**Q.** These are Dirac-Fock ΔSCF shifts of K X-ray lines for the ions Ag+ to Xe+. Each column is the effect of one extra hole, yet the columns differ by hundreds of eV and grow at different rates. Where do I begin?

Radial Dirac-Fock and Kohn-Sham solver 2, 3: average-of-configuration Dirac-Fock ΔSCF for free singly charged ions, with a Fermi nucleus, frequency-dependent Breit interaction, self-energy and vacuum polarisation, and no correlation. Shift (K-X S) is the change in the K-X line caused by a spectator hole in S, from J-averaged two-hole energies.

| species | Z | electrons | configuration | nuclear rms radius (fm) | shift (K-M2 K) (eV) | shift (K-L3 L2) (eV) | shift (K-L3 M5) (eV) | shift (K-M2 L3) (eV) |
| --- | --- | --- | --- | --- | --- | --- | --- | --- |
| Ag+ | 47 | 46 | [Kr] 4d10 | 4.545 | 680.3 | 72.85 | -0.08 | 139.0 |
| Cd+ | 48 | 47 | [Kr] 4d10 5s1 | 4.609 | 698.6 | 75.31 | -0.05 | 142.6 |
| In+ | 49 | 48 | [Kr] 4d10 5s2 | 4.616 | 717.0 | 77.85 | 0 | 146.3 |
| Sn+ | 50 | 49 | [Kr] 4d10 5s2 5p1 | 4.652 | 735.6 | 80.43 | 0.04 | 149.9 |
| Sb+ | 51 | 50 | [Kr] 4d10 5s2 5p2 | 4.680 | 754.5 | 83.07 | 0.08 | 153.6 |
| Te+ | 52 | 51 | [Kr] 4d10 5s2 5p3 | 4.742 | 773.6 | 85.77 | 0.12 | 157.2 |
| I+ | 53 | 52 | [Kr] 4d10 5s2 5p4 | 4.750 | 792.9 | 88.54 | 0.16 | 160.9 |
| Xe+ | 54 | 53 | [Kr] 4d10 5s2 5p5 | 4.786 | 812.5 | 91.37 | 0.20 | 164.5 |

**A.** Begin with the labels. In "shift (K-M2 L3)" the line K-M2 is a 1s hole filled from 3p½, and L3 is a spectator hole in 2p³⁄₂ that stays in place during the jump. K is 1s, L2 and L3 are 2p½ and 2p³⁄₂, M2 is 3p½, M4 and M5 are 3d³⁄₂ and 3d⁵⁄₂. A K spectator makes the line a hypersatellite, and the other three columns are satellites. Z is the atomic number, and the electron count and configuration are those of the parent ion before any core hole is made.

Now write the energy with holes A and S as E(A,S) = E(A) + E(S) − E(0) + D(A,S), where E(0) belongs to the parent ion. D is the interaction of the two holes. The plain line K-X has energy E(K) − E(X), and with the spectator it has E(K,S) − E(X,S). Subtracting, every one-hole term cancels:

shift(K-X, S) = D(K,S) − D(X,S)

Each entry is therefore a difference: how strongly the spectator acts on the initial 1s hole, less how strongly it acts on the final hole X.

**Q.** What sets the size of that difference?

**A.** Take two limits. If the spectator sat on the nucleus, removing it would raise Z by one. A hydrogenic K-M line has energy (Z²/2)(1 − 1/9) hartree, so it would move by (8/9)Z hartree, about 24 eV per unit of Z. If instead the spectator were a spherical shell wholly outside both 1s and X, its potential would be constant inside, both D would be equal, and the shift would vanish.

Between these limits the columns follow the shell of the spectator: K first, then L, then M. At Ag+ the K spectator gives 680.3 eV, which is 14.5 eV per unit of Z, or about six tenths of the inner limit. The M5 spectator gives −0.08 eV, practically the outer limit. The two L spectators fall in between, and this order of the four columns holds in every row.

**Q.** Can the picture be made into a number without fitting anything?

**A.** Freeze the orbitals, take them as unscreened non-relativistic hydrogenic functions, and keep only the direct Coulomb integral F⁰, the repulsion of two spherical charge clouds. Every length scales as 1/Z, so every F⁰ is a pure number times Z. When one cloud lies well inside the other, F⁰ tends to the mean 1/r of the outer one, Z/n² hartree. That is why F⁰(1s,3p) = 0.1088 Z and F⁰(1s,3d) = 0.1110 Z both sit just under Z/9.

Work the hypersatellite of Ag+. The two holes start together in 1s, with F⁰(1s,1s) = 0.6250 Z, and end as 1s and 3p. The difference is (0.6250 − 0.1088) Z = 0.5162 Z hartree, which is 14.046 Z eV.

For Z = 47 this gives 660.2 eV, and the table lies 3% above it. At Xe+ the table lies 7% above the estimate. No model was fitted to any row: this one estimate is applied as it stands to all eight ions, and the printed output after the text has its row-by-row differences.

**Q.** Three per cent from bare hydrogenic orbitals looks too good.

**A.** It is better than the estimate deserves, since the omissions pull in opposite directions. Screening swells the 3p orbital and lowers D(M2,K), and relativity contracts 1s and raises D(K,K); both enlarge the shift. Relaxation of the remaining electrons lowers D(K,K) more than D(M2,K), because a 1s hole lies inside more electrons than a 3p hole. These directions are argued, and their sizes are untested here. The slope exposes the weakness: the table climbs by 18.3 to 19.6 eV per element, while the estimate climbs by 14.0.

**Q.** Both L-spectator columns have a 2p hole looking on. Why is K-M2 L3 nearly twice K-L3 L2?

**A.** The first term is nearly the same, and the second is not. A 2p spectator acts on 1s with 0.2428 Z, close to the inner-cloud limit Z/4. From this a line ending in 2p subtracts 0.1816 Z, since the final hole shares the spectator's shell. A line ending in 3p subtracts only 0.0939 Z, since there 3p is the outer cloud. The farther out the final hole, the less is cancelled and the larger the shift.

For K-M2 L3 the estimate is too high throughout: the table reaches 0.73 of it at Ag+ and 0.75 at Xe+. The column is a straight line with steps of 3.6 or 3.7 eV that does not pass through the origin. That is the form aZ − b expected when a Coulomb difference proportional to Z is reduced by an amount that hardly changes from ion to ion. Screening alone need not reduce it: a swollen 2p weakens the first term, but a swollen 3p weakens the one subtracted. Relaxation is expected to reduce it, because the outer electrons respond more fully to a 1s hole than to a 3p hole. Exchange enters too, and the shares are untested here. The offset also explains why the end-to-end exponent in Z exceeds one although the steps do not grow.

**Q.** For K-L3 L2 the table runs from 0.93 to 1.02 of the estimate. Does the model simply work there?

**A.** No, the table crosses the estimate because the column holds a second ingredient. The same calculation gives other lines for six of the ions (Ag+, In+, Sn+, Sb+, I+, Xe+), less closely checked than the table. One is K-L2 L3, which ends in the same pair of holes as K-L3 L2, so D(L2,L3) drops out:

shift(K-L3, L2) − shift(K-L2, L3) = D(K,L2) − D(K,L3)

The right side is the amount by which a K hole widens the L2-L3 splitting. In the non-relativistic limit 2p½ and 2p³⁄₂ have the same radial shape and it is zero. At Ag+ it is 72.85 − 57.93 = 14.92 eV. The difference of the two Kα hypersatellite shifts reproduces it to within rounding in all six ions, which follows from the definition and checks only the arithmetic.

The spin-orbit splitting of 2p scales as α²(Z − σ)⁴, with α the fine-structure constant and σ the screening of the nuclear charge by the other electrons. A K hole lowers σ by some fixed amount, so the widening goes as the derivative, (Z − σ)³. Measured against Z itself, the exponent is pushed above three by the offset σ and by higher orders of relativity. The numbers show a widening that reaches 23.98 eV at Xe+, an exponent of 3.42.

**Q.** And what is left of the column without it?

**A.** K-L2 L3 is left, and it behaves like a Coulomb difference, with an exponent of 1.09. Against the same estimate it stands at 57.93/78.2 = 0.74 for Ag+. That is the shortfall already met in K-M2 L3. The estimate thus overshoots both lines with an L3 spectator by about the same factor, and its closeness to K-L3 L2 is an accident of the added relativistic piece.

That piece is a fifth of the column at Ag+ and a quarter at Xe+, but it supplies 9.06 of the 18.52 eV rise. This is why K-L3 L2 is the steepest of the three large columns in relative terms. The share of one half is measured against K-L2 L3, which is not itself free of spin-orbit coupling. Its steps shrink slightly, from 1.365 to 1.330 eV per unit of Z. Spin-orbit coupling is expected to lower D(K,L3), and the contraction of 2p½ to raise the D(L2,L3) that is subtracted; the numbers do not separate the two.

**Q.** The steps of K-M2 K also grow. Is that relativity again?

**A.** Probably, though this is argued and not shown by the table. Coulomb integrals with constant screening give constant steps, as in K-M2 L3. Relativistic corrections to a 1s-1s interaction are of relative order (Zα)², so they add a term in Z³ that bends the column upwards. The table shows the bend: every second difference is positive, and the steps gain 1.3 eV overall where rounding allows 0.2. Contraction of 1s and the Breit interaction enter at the same order, and how the bend divides between them is untested.

One limit bites on this column. A double K hole has J = 0, so an electric-dipole decay reaches only the J = 1 level of the final 1s and 3p½ holes. The tabulated average also counts J = 0. The entry is therefore a configuration centre, displaced from the line that would be seen.

**Q.** Now the odd column. K-L3 M5 is negative at Ag+, zero at In+ and positive at Xe+. What happens at indium?

**A.** Nothing happens at indium. The column is the outer limit: 0.1110 Z less 0.1063 Z leaves only 4% of either term. Even so the estimate gives 6.0 eV for Ag+, where the table has almost none. The real 3d shell is screened by the ten electrons of K and L and lies farther out than a bare hydrogenic one, which moves the direct term towards zero. With the direct term this small, exchange between the final 2p hole and the 3d hole is no longer negligible, and it can set the differences between lines that pair a 2p hole with a 3d hole.

Exchange lowers D(X,S) and so raises the shift. Its leading integral G¹(2p,3d) enters the average with an angular weight of 1/6 for K-L2 M4, 1/10 for K-L3 M5, 1/60 for K-L3 M4 and zero for K-L2 M5. The weights depend only on the two j values. If exchange rules, the four shifts must fall in this order.

They do, in all six ions. At Ag+ they are 1.01, −0.08, −1.42 and −1.82 eV. The agreement of order is what the numbers show; that exchange is its cause is the argument above.

**Q.** An order among four numbers is a weak test. Do the spacings agree?

**A.** Mostly. Call the distance from K-L2 M5 up to K-L2 M4 the spread. The weights put K-L3 M5 at (1/10)/(1/6) = 0.60 of the spread, and the weights of the next integral, G³, give the same ratio. The calculation has it at 0.61 to 0.63.

K-L3 M4 fits less well. The weights ask for 0.10 of the spread, and the calculation gives 0.14 at Ag+ and 0.17 at Xe+. The argument assumes one radial function for both j values of a shell, so it is not exact in a Dirac-Fock calculation.

**Q.** How does that produce the slow rise through zero?

**A.** Weight the four lines by their numbers of states, 8, 24, 16 and 12 out of 60 in the order above. The mean position is then (8 × 1 + 24 × 0.6 + 16 × 0.1)/60 = 0.4. K-L3 M5 should therefore sit 0.6 − 0.4 = 0.2 of the spread above the weighted mean of the four shifts.

At Ag+ this reads −0.64 + 0.2 × 2.83 = −0.07 eV, next to the tabulated −0.08. The mean contains K-L3 M5 itself, so this is a decomposition more than a test. It shows a small negative mean, which already contains the average exchange, offset by the above-average exchange of this pair of holes.

At Xe+ it reads −0.50 + 0.2 × 3.55 = 0.21 eV, next to 0.20. The mean has risen, and the spread has widened as the shells contract and exchange grows. Each change supplies about half of the column's rise, and In+ is simply where the two terms balance.

Why the mean is negative at all is a guess: relaxation may lower D(K,M) more than D(L,M). The zero itself has no observable meaning. A 3d spectator splits the line into a multiplet, of which the table gives the J average, and correlation is left out. Tenths of an eV on a line of more than 20 keV mark a smooth residue, not an event.

**Q.** The 5s shell starts to fill at Cd+ and 5p at Sn+. I see uneven steps near Cd+. Are they real?

**A.** They are of the size of the rounding and get no cause. The first two steps of K-L3 M5, 0.03 and 0.05 eV, are both within 0.01 eV of the constant step that follows. The second differences of K-L3 L2 scatter about 0.06 eV by no more than rounding allows. Smoothness is what the outer limit predicts, since 5s and 5p electrons lie far outside every orbital that enters a D.

The alternation in K-M2 L3 can be removed outright. By the definition it equals (K-M2 K) − (K-L3 K) + (K-L3 M2), and these lines carry one more digit. Rebuilt so, its steps lie between 3.64 and 3.66 eV per unit of Z. The nuclear rms radius, the size of the nuclear charge distribution, grows unevenly, by 0.064 fm from Ag to Cd and 0.007 fm from Cd to In, and leaves no trace above rounding in any column.

**Q.** Let me try a line outside the table. For K-L3 with an M2 spectator, 3p is outside both 1s and 2p, but it has inner lobes that 3d lacks. So the shift should be positive, well above the M5 column and well below the L2 column.

**A.** The calculation agrees. K-L3 M2 is 8.09 eV at Ag+ and 11.07 eV at Xe+, between those two columns in all six ions. The part of the 3p density that lies inside the 2p shell acts more strongly on 1s than on 2p, while the 3d density is held out of that region by its larger centrifugal barrier.

Output of the analysis:

```
rows: Ag+ Cd+ In+ Sn+ Sb+ Te+ I+ Xe+
nuclear radius steps (fm): 0.064 0.007 0.036 0.028 0.062 0.008 0.036
K-M2 K: rise 132.20 eV; steps 18.30 18.40 18.60 18.90 19.10 19.30 19.60 (rounding limit 0.10)
  second differences 0.10 0.20 0.30 0.20 0.20 0.30 (rounding limit 0.20)
  shift/Z 14.474 to 15.046 eV; rise 19.4%, end-to-end exponent in Z 1.28
  hydrogenic F0(1s,1s)=0.6250Z, F0(3p,1s)=0.1088Z hartree, difference 14.046Z eV
  estimate Ag+ 660.2, Xe+ 758.5 eV; table minus estimate 20.1 24.4 28.8 33.3 38.2 43.2 48.5 54.0; table/estimate 1.03 to 1.07
K-M2 L3: rise 25.50 eV; steps 3.60 3.70 3.60 3.70 3.60 3.70 3.60 (rounding limit 0.10)
  second differences 0.10 -0.10 0.10 -0.10 0.10 -0.10 (rounding limit 0.20)
  shift/Z 2.957 to 3.046 eV; rise 18.3%, end-to-end exponent in Z 1.21
  hydrogenic F0(1s,2p)=0.2428Z, F0(3p,2p)=0.0939Z hartree, difference 4.051Z eV
  estimate Ag+ 190.4, Xe+ 218.7 eV; table minus estimate -51.4 -51.8 -52.2 -52.6 -53.0 -53.4 -53.8 -54.2; table/estimate 0.73 to 0.75
K-L3 L2: rise 18.52 eV; steps 2.46 2.54 2.58 2.64 2.70 2.77 2.83 (rounding limit 0.01)
  second differences 0.08 0.04 0.06 0.06 0.07 0.06 (rounding limit 0.02)
  shift/Z 1.550 to 1.692 eV; rise 25.4%, end-to-end exponent in Z 1.63
  hydrogenic F0(1s,2p)=0.2428Z, F0(2p,2p)=0.1816Z hartree, difference 1.664Z eV
  estimate Ag+ 78.2, Xe+ 89.9 eV; table minus estimate -5.4 -4.6 -3.7 -2.8 -1.8 -0.8 0.3 1.5; table/estimate 0.93 to 1.02
K-L3 M5: rise 0.28 eV; steps 0.03 0.05 0.04 0.04 0.04 0.04 0.04 (rounding limit 0.01)
  second differences 0.02 -0.01 0.00 -0.00 0.00 0.00 (rounding limit 0.02)
  shift/Z -0.002 to 0.004 eV
  hydrogenic F0(1s,3d)=0.1110Z, F0(2p,3d)=0.1063Z hartree, difference 0.128Z eV
  estimate Ag+ 6.0, Xe+ 6.9 eV; table minus estimate -6.1 -6.2 -6.3 -6.3 -6.4 -6.5 -6.6 -6.7
rows with further outputs: Ag+ In+ Sn+ Sb+ I+ Xe+
(K-L3 L2)-(K-L2 L3) eV: 14.92 17.19 18.41 19.70 22.48 23.98 ; exponent in Z 3.42
(K-L3 K)-(K-L2 K) eV:   14.93 17.19 18.42 19.71 22.48 23.97 ; largest mismatch 0.01 (rounding limit 0.02)
spin-orbit piece rises 9.06 of 18.52 eV = 49%; share of value 20% to 26%
K-L2 L3 per Z (eV): 1.233 1.238 1.240 1.243 1.246 1.248 ; exponent 1.09; rise 9.46 eV
K-L2 L3 steps per unit Z (eV): 1.365 1.360 1.350 1.345 1.330
(K-M2 K)-(K-L3 K) eV: 130.88 137.38 140.61 143.84 150.27 153.47 ; exponent 1.15
plus K-L3 M2 gives K-M2 L3 (eV): 138.97 146.26 149.90 153.56 160.88 164.54 ; largest mismatch 0.04 (rounding limit 0.065)
rebuilt K-M2 L3 steps per unit Z (eV): 3.645 3.640 3.660 3.660 3.660
K-L2 M4: G1 weight 1/6, G3 weight 0; shifts (eV) 1.01 1.16 1.23 1.30 1.44 1.52; change +0.51
K-L3 M5: G1 weight 1/10, G3 weight 1/35; shifts (eV) -0.08 0.00 0.04 0.08 0.16 0.20; change +0.28
K-L3 M4: G1 weight 1/60, G3 weight 9/140; shifts (eV) -1.42 -1.42 -1.43 -1.43 -1.42 -1.41; change +0.01
K-L2 M5: G1 weight 0, G3 weight 1/14; shifts (eV) -1.82 -1.88 -1.91 -1.94 -2.00 -2.03; change -0.21
spread (K-L2 M4)-(K-L2 M5) eV: 2.83 3.04 3.14 3.24 3.44 3.55
position of K-L3 M5 within the spread: 0.61 0.62 0.62 0.62 0.63 0.63 ; ratio of G1 weights 0.60
position of K-L3 M4 within the spread: 0.14 0.15 0.15 0.16 0.17 0.17 ; ratio of G1 weights 0.10
state-weighted mean of the four 2p-3d shifts (eV): -0.64 -0.60 -0.58 -0.56 -0.52 -0.50
```
